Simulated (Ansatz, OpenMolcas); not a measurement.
# Errors in the dipole moment

6 molecules; the dipole moment in D, computed less measured. Shapes, held fixed at every level: PBE0-D4/def2-TZVP. No vibrational averaging. Dipoles are compared by magnitude; molecules under 1 D, whose direction can flip, are left out. Programs: OpenMolcas 26.06. Measured values: NIST CCCBDB.

Levels: A = SVWN5/aug-cc-pVDZ; B = revPBE/aug-cc-pVDZ; C = M06-L/aug-cc-pVDZ; D = M06-2X/aug-cc-pVDZ.

```csv
molecule,measured,A,B,C,D
C2H2O (ethenone),1.42,+0.04,-0.07,-0.02,+0.10
CH2F2 (difluoromethane),1.97,-0.14,-0.21,-0.16,0.00
C2H2F2 (vinylidene fluoride),1.38,-0.23,-0.32,-0.27,-0.05
C2H3FO (acetyl fluoride),2.96,0.00,-0.12,-0.05,+0.06
CH5N (methylamine),1.31,-0.01,-0.06,-0.05,0.00
C2H5N (SMILES C=NC),1.53,-0.08,-0.13,-0.11,+0.02
```

Which level does best on this set, which worst, and which err to one side?


```tsv
level	kind	mean error	mean absolute error	worst case
SVWN5/aug-cc-pVDZ	LDA	-0.070	0.083	C2H2F2
revPBE/aug-cc-pVDZ	GGA	-0.152	0.152	C2H2F2
M06-L/aug-cc-pVDZ	meta-GGA	-0.110	0.110	C2H2F2
M06-2X/aug-cc-pVDZ	global hybrid	+0.022	0.038	C2H2O
```

On this set M06-2X/aug-cc-pVDZ has the smallest mean absolute error and revPBE/aug-cc-pVDZ the largest. SVWN5/aug-cc-pVDZ is too low in 4 of 6; revPBE/aug-cc-pVDZ is too low in 6 of 6; M06-L/aug-cc-pVDZ is too low in 6 of 6. The set is small.

In every molecule the computed dipole rises in the same order, from revPBE through M06-L and SVWN5 to M06-2X, so the functionals differ systematically rather than by scatter. The three without exact exchange fall furthest short for vinylidene fluoride and next for difluoromethane. Fluorine draws charge through the σ bonds but returns some through its lone pairs, into the C=C π system in the former and into σ* orbitals in the latter; semilocal functionals probably overdo this delocalisation, which the large share of exact exchange in M06-2X restrains. Fluorine content alone does not set the error, however: acetyl fluoride, where the carbonyl group also contributes strongly, is reproduced by SVWN5 and misses by only -0.12 D with revPBE. M06-2X in turn overshoots most for ethenone, so its advantage is not uniform. The lead of SVWN5 over revPBE and M06-L does not establish a better electron density, since a dipole is a single moment in which local errors can cancel.
